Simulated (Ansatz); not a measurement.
HgTe: energy above lowest point against volume scale

Free energy against uniform scaling of the volume at fixed shape and fractions; periodic cell, basis, potentials, k mesh and filling as listed. The results are calculated, by Ansatz 0.2.0.

The cell before it is scaled or strained (space group I-4m2, No. 119):
```
CELL_PARAMETERS angstrom
-3.04560 3.04560 1.55940
3.04560 -3.04560 1.55940
3.04560 3.04560 -1.55940
ATOMIC_POSITIONS crystal
Hg 0.25000 0.75000 0.50000
Te 0.00000 0.00000 0.00000
```

Settings of every row: functional r2SCAN; dispersion D3(BJ)+ATM; potentials PAW; wave cutoff 500 eV; density cutoff 2000 eV; k mesh 8x8x8; k shift 0x0x0; occupations fermi dirac; smearing width 0.05 eV; spin none.

Limits: coarse k mesh, up to 40 meV an atom off; no spin-orbit coupling, which can matter with elements this heavy; the cell comes from a prototype or a list of computed structures and needn't be the stable phase.

```csv
row,volume scale,V (Å³/atom),energy above lowest point (meV/atom)
1,0.88,25.458,29.4
2,0.92,26.615,?
3,0.96,27.772,0
4,1,28.929,10.3
5,1.04,30.086,32
6,1.08,31.243,62.6
7,1.12,32.4,99.7
```

Question: what energy above lowest point should row 2 give?

Worked fit of energy above lowest point. Take u = (V_r/V)^(2/3) − 1 with V_r = 29.508 Å³ an atom, which is twice the finite (Eulerian) strain; such expansions in the strain, on which the Birch-Murnaghan equation of state is built, carry the rest volume and the bulk modulus. The shown rows have u = 0.10343, 0.04125, 0.0133, -0.01285, -0.03737, -0.06043. Least squares give energy above lowest point = 19.92 − 837.61 × u + 8356.5 × u² + 6076 × u³ meV/atom; a parabola predicts inner rows, each left out in turn, worse (root mean square 0.98 against 0.062 meV/atom). The rows lie off it by 0.0, 0.0, 0.0, -0.1, 0.0, 0.0. Its lowest point lies at u = 0.0476, or V = 27.52 Å³ an atom, and the curvature there gives the bulk modulus at fixed shape and fractions, B = (4/9)(1 + u)² E″(u)/V = 52.4 GPa. Letting shape and atoms relax would as a rule lower it, by much in layered, chain or molecular crystals. The withheld row has u = 0.07121, so the fit gives 19.92 − 837.61 × (0.07121) + 8356.5 × (0.07121)² + 6076 × (0.07121)³ = 4.8 meV/atom.

The calculation gave 4.8 meV/atom. The fit meets it to the printed digit.
